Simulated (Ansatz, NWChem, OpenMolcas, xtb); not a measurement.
## Errors in the dipole moment

6 molecules; the dipole moment in D, computed less measured. Shapes, held fixed at every level: PBE0-D4/def2-TZVP. No vibrational averaging. Dipoles are compared by magnitude; molecules under 1 D, whose direction can flip, are left out. Programs: Ansatz 0.2.0, NWChem 7.3.0, OpenMolcas 26.06, xtb 6.7.1. A level may come from different programs for different species; with the same settings they agree closely. Measured values: NIST CCCBDB.

Levels: A = GFN2-xTB; B = HF/def2-SVP; C = BLYP/aug-cc-pVDZ; D = BHLYP/aug-cc-pVDZ.

```csv
molecule,measured,A,B,C,D
C2H2O (ethenone),1.42,+0.47,+0.26,-0.04,+0.20
CH2F2 (difluoromethane),1.97,+0.53,+0.30,-0.16,+0.08
SiH3Cl (chlorosilane),1.31,+0.36,+0.26,-0.01,+0.16
CH5N (methylamine),1.31,+0.15,+0.13,-0.04,+0.03
C2H5F (SMILES CCF),1.96,+0.45,+0.20,-0.11,+0.07
C2H5N (N-methylmethanimine),1.53,0.00,+0.21,-0.11,+0.09
```

Task: Which level does best on this set, which worst, and which err to one side?

Result: 
| level | kind | mean error | mean absolute error | worst case |
| --- | --- | --- | --- | --- |
| GFN2-xTB | semi-empirical | +0.327 | 0.327 | CH2F2 |
| HF/def2-SVP | Hartree–Fock | +0.227 | 0.227 | CH2F2 |
| BLYP/aug-cc-pVDZ | GGA | -0.078 | 0.078 | CH2F2 |
| BHLYP/aug-cc-pVDZ | global hybrid | +0.105 | 0.105 | C2H2O |

On this set BLYP/aug-cc-pVDZ has the smallest mean absolute error and GFN2-xTB the largest. GFN2-xTB is too high in 5 of 6; HF/def2-SVP is too high in 6 of 6; BLYP/aug-cc-pVDZ is too low in 6 of 6; BHLYP/aug-cc-pVDZ is too high in 6 of 6. The levels differ in basis as well as in method. The smallest two are near a tie. The set is small.

BLYP and BHLYP bracket the measured dipole in every molecule, and since they share a basis, the shift between them reflects the exchange treatment. Semilocal exchange tends to delocalise charge too readily and so weakens bond polarity, whereas a large share of exact exchange holds electrons more tightly on the electronegative atoms. Hartree–Fock, which lacks the correlation that would moderate this charge separation, is also too polar throughout, though its small basis may contribute. The bracketing suggests that a more modest exact-exchange fraction would reduce the bias.

Ethenone is BHLYP's worst case, at +0.20 D. Here, donation from oxygen through the π system towards the terminal carbon opposes the polarity of the C=O σ bond, and too little of this back-transfer would probably leave the dipole too large. GFN2-xTB does much better for the two nitrogen compounds than for the halides and ethenone, which points to errors that depend on bond type and that a uniform scaling of its dipoles would not remove.
